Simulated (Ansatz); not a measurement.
## A series in volume per atom on ZnS

Density functional energy, stress (positive in compression), forces and moments (in spheres) of a cell at fixed atoms, energy at zero smearing over the elements' standard crystals or gases in the same functional; plane waves with PAW datasets, Gamma-centred k mesh. The results are calculated, by Ansatz 0.2.0.

Cell of the first row (space group P6_3mc, No. 186):
```
ZnS
1.0
      3.7770     0.0000     0.0000
     -1.8885     3.2709     0.0000
      0.0000     0.0000    12.3617
Zn S
4 4
Direct
  0.00000 0.00000 0.00005
  0.00000 0.00000 0.50005
  0.33333 0.66667 0.25002
  0.66667 0.33333 0.75002
  0.00000 0.00000 0.18729
  0.00000 0.00000 0.68729
  0.33333 0.66667 0.43764
  0.66667 0.33333 0.93764
```

Settings of every row: functional PBE; dispersion none; spin none; wave cutoff 520 eV; k mesh 9x9x4; occupations gaussian; smearing width 0.05 eV.

Limits: odd k mesh can miss points on the zone edge.

| row | volume per atom (Å³) | pressure (GPa) | largest force (eV/Å) |
| --- | --- | --- | --- |
| 1 | 19.09 | 4.31 | 0.013 |
| 2 | 19.627 | 2.01 | 0.008 |
| 3 | 20.165 | ? | ? |
| 4 | 20.703 | -1.71 | 0.001 |
| 5 | 21.24 | -3.19 | 0.003 |

Question: what pressure should row 3 give?

Worked fit of pressure. Take u = (V_r/V)^(2/3) − 1 with V_r = 20.165 Å³ an atom, which is twice the finite (Eulerian) strain; such expansions in the strain, on which the Birch-Murnaghan equation of state is built, carry the rest volume and the bulk modulus. The shown rows have u = 0.0372, 0.01819, -0.0174, -0.03403. Least squares give pressure = 0.014 + 104.33 × u + 299.7 × u² GPa; a straight line predicts inner rows, each left out in turn, worse (root mean square 0.22 against 0.002 GPa). All shown rows lie on it to the printed digit. The pressure vanishes at u = -0.0001, or V = 20.17 Å³ an atom, and there the bulk modulus at fixed shape and fractions is B = −V dP/dV = (2/3)(1 + u) dP/du = 69.5 GPa. Letting shape and atoms relax would as a rule lower it, by much in layered, chain or molecular crystals. The withheld row has u = 0, so the fit gives 0.014 + 104.33 × (0) + 299.7 × (0)² = 0.01 GPa.

The calculation gave 0.02 GPa. The fit lies 0.01 GPa (50 % of the value, 0.13 % of the column's range) below it, one unit of the last digit.

The other values of row 3: largest force 0.004 eV/Å.
